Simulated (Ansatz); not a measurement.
**Computed against measured: atomisation enthalpy at 298 K**

8 molecules; the atomisation enthalpy at 298 K in kJ/mol, computed less measured. Shapes, held fixed at every level: PBE0-D4/def2-TZVP. Flexible molecules stand in one conformer, not always the lowest. Thermal terms are harmonic and unscaled (PBE0-D4/def2-TZVP); the spin-orbit lowering of the free atoms is taken from their spectra. Programs: Ansatz 0.2.0. Measured values: Active Thermochemical Tables, CRC Handbook of Chemistry and Physics, NIST-JANAF tables.

Levels: A = PBE0-D4/def2-TZVPP; B = wB97M-V/def2-TZVPP; C = MP2/def2-SVP; D = CCSD/def2-TZVPP.

```json
{"molecule": "SF2 (SMILES FSF)", "from tabulated heats": "732", "A": "-17", "B": "+9", "C": "-112", "D": "-89"}
{"molecule": "AsH3 (arsine)", "from tabulated heats": "890", "A": "-29", "B": "-9", "C": "-122", "D": "-38"}
{"molecule": "S2F2 (Difluorodisulfane)", "from tabulated heats": "1049", "A": "-14", "B": "-1", "C": "-211", "D": "-159"}
{"molecule": "CH3O (hydroxymethyl radical)", "from tabulated heats": "1636", "A": "+5", "B": "+3", "C": "-85", "D": "-71"}
{"molecule": "C2H4 (ethylene)", "from tabulated heats": "2253", "A": "+3", "B": "-1", "C": "-91", "D": "-82"}
{"molecule": "CH3NO (formamide)", "from tabulated heats": "2286", "A": "+7", "B": "+9", "C": "-105", "D": "-134"}
{"molecule": "C4H5N (pyrrole)", "from tabulated heats": "4322", "A": "+73", "B": "+18", "C": "-108", "D": "-223"}
{"molecule": "C4H9Cl (2-chloro-2-methylpropane)", "from tabulated heats": "5133", "A": "+29", "B": "+8", "C": "-187", "D": "-187"}
```

Question: Sum up the errors.

Answer: 
```tsv
level	kind	mean error	mean absolute error	worst case
PBE0-D4/def2-TZVPP	global hybrid	+7.1	22.1	C4H5N
wB97M-V/def2-TZVPP	range-separated hybrid	+4.5	7.2	C4H5N
MP2/def2-SVP	perturbation theory	-127.6	127.6	S2F2
CCSD/def2-TZVPP	coupled cluster or CI	-122.9	122.9	C4H5N
```

On this set wB97M-V/def2-TZVPP has the smallest mean absolute error and MP2/def2-SVP the largest. Without S2F2 the largest would be that of CCSD/def2-TZVPP. MP2/def2-SVP is too low in 8 of 8; CCSD/def2-TZVPP is too low in 8 of 8. The heats of SF2, C4H9Cl come from older tables and can be uncertain by 10 kJ/mol or more. Heats of the atoms come from ATcT where it has them. The levels differ in basis as well as in method. The tabulated value of S2F2 is in doubt (older tables, estimates, or at odds with other calculations) and kept here. Over the 7 molecules whose values aren't doubted the mean absolute errors are A 23.3; B 8.1; C 115.7; D 117.7. The largest two are near a tie. Correlated wave functions converge slowly with the basis. CCSD also lacks the triples, which bind further. Open shells run unrestricted. Relativity is left out for As. Outer-core shells of As are correlated, in sets that cover them unevenly. The set is small.

The two hybrids come far closer to the measured enthalpies than the two wave-function levels, but PBE0's small mean error of +7.1 owes much to cancellation: it underbinds AsH3 by 29 kJ/mol and overbinds pyrrole by 73. The uniform underbinding by MP2 and CCSD reflects what atomisation does to electron pairs. Bonding couples electrons that are largely unpaired in the free atoms, so correlation energy missed in the molecule isn't matched by an equal loss in the fragments.

Near the basis-set limit MP2 tends to overbind, so its negative errors here probably come from the small double-zeta basis. In pyrrole its error is -108 against -223 for CCSD, which suggests that MP2's exaggerated correlation of the π electrons offsets part of the basis deficit; the smaller error is then no sign of a better description. Poor atomisation enthalpies don't imply equally poor reaction energies, since much of the error can cancel when bond types are conserved.
